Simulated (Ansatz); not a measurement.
## A series in volume per atom on ZrB₂

All results are calculated (Ansatz 0.2.0). Periodic Kohn-Sham DFT of a crystal at fixed atoms; pressure and stress are positive in compression; the energy is the free energy less that of spherical unpolarised free atoms; site moments are those in the method's own spheres, positive along +z.

Cell of the first row (space group P6/mmm, No. 191):
```
ZrB2
1.0
      3.1004     0.0000     0.0000
     -1.5502     2.6850     0.0000
      0.0000     0.0000     3.4481
Zr B
1 2
Direct
  0.00000 0.00000 0.00000
  0.33333 0.66667 0.50000
  0.66667 0.33333 0.50000
```

Settings of every row: method all-electron PAW; functional LDA; relativity scalar; k mesh 12x12x9; filling fermi-dirac; smearing width 0.05 eV; nucleus gaussian.

Atom start moment: 0 on all atoms.

| row | volume per atom (Å³) | pressure (GPa) |
| --- | --- | --- |
| 1 | 9.568 | 9.029 |
| 2 | 9.772 | 3.036 |
| 3 | 9.975 | -2.38 |
| 4 | 10.077 | -4.891 |
| 5 | 10.179 | -7.278 |
| 6 | 10.281 | -9.548 |
| 7 | 10.382 | -11.707 |
| 8 | 10.586 | ? |
| 9 | 10.79 | -19.335 |

Question: what pressure should row 8 give?

Worked fit of pressure. Take u = (V_r/V)^(2/3) − 1 with V_r = 10.128 Å³ an atom, which is twice the finite (Eulerian) strain; such expansions in the strain, on which the Birch-Murnaghan equation of state is built, carry the rest volume and the bulk modulus. The shown rows have u = 0.03865, 0.02414, 0.0102, 0.00337, -0.00334, -0.00995, -0.01638, -0.04133. Least squares give pressure = −6.0992 + 356.928 × u + 889.63 × u² GPa; a straight line predicts inner rows, each left out in turn, worse (root mean square 0.43 against 0.011 GPa). The rows lie off it by 0.004, 0.001, -0.014, -0.005, 0.003, 0.015, 0.000, -0.004 (root mean square 0.0078 GPa). The pressure vanishes at u = 0.0164, or V = 9.884 Å³ an atom, and there the bulk modulus at fixed shape and fractions is B = −V dP/dV = (2/3)(1 + u) dP/du = 262 GPa. Letting shape and atoms relax would as a rule lower it, by much in layered, chain or molecular crystals. The withheld row has u = -0.02906, so the fit gives −6.0992 + 356.928 × (-0.02906) + 889.63 × (-0.02906)² = -15.720 GPa.

The calculation gave -15.713 GPa. The fit lies 0.007 GPa (0.025 % of the column's range) below it; its largest miss of a shown row is 0.015 GPa.
